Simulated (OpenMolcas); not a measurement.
## How methods differ on CH5AlO2 (SMILES C[Al](O)O)

CH5AlO2 has 9 atoms, charge 0, and is taken as a singlet. As SMILES, `C[Al](O)O`. The shape is that of a PBE0-D4/def2-TZVP optimisation. This is one conformer, not always the lowest.

```xyz
9

C    -0.0251    1.1098   -1.0341
Al   -0.0013   -0.3029    0.2856
O     0.9577   -1.6729   -0.0067
O    -0.9337   -0.1316    1.6941
H    -0.2270    0.7124   -2.0323
H    -0.7806    1.8635   -0.8037
H     0.9458    1.6112   -1.0847
H     1.0483   -2.4223    0.5773
H    -0.9841   -0.7672    2.4045
```

Quantity: the dipole moment, in D. The values are calculated.

| level | kind | program | value (D) | CPU time |
| --- | --- | --- | --- | --- |
| HF/def2-SVP | Hartree–Fock | OpenMolcas | 2.15 | 9.7 s |
| SVWN5/def2-SVP | LDA | OpenMolcas | 1.98 | 33 s |
| PBE/def2-SVP | GGA | OpenMolcas | 1.91 | 44 s |
| M06-L/def2-SVP | meta-GGA | OpenMolcas | 1.92 | 50 s |
| TPSS/def2-SVP | meta-GGA | OpenMolcas | 1.99 | 56 s |
| BHLYP/def2-SVP | global hybrid | OpenMolcas | 2.04 | 45 s |

The values span 1.91 to 2.15 D. Times are those of the runs behind each value, whatever else they computed, on shared processors of several kinds: orders of magnitude only.

The dipole moment depends only modestly on the method. Hartree–Fock gives the largest value, 2.15 D, and BHLYP, with its large share of exact exchange, lies between it and all the semilocal functionals. Those do not follow the usual ladder: SVWN5 and TPSS nearly coincide, while PBE and M06-L sit slightly lower.

The moderate size of the dipole reflects partial cancellation between polar bonds. Both O–H bonds point away from the methyl group, so their bond dipoles reinforce that of the Al–C bond, whose carbon end is negative. The two strongly polar Al–O bonds together oppose them. A larger total therefore need not mean more ionic Al–O bonds; the higher Hartree–Fock value probably reflects greater O–H and Al–C polarity, which exact exchange without correlation tends to exaggerate.

Because every value comes from the same small basis without diffuse functions, the spread does not measure the error they share in describing the oxygen lone pairs.
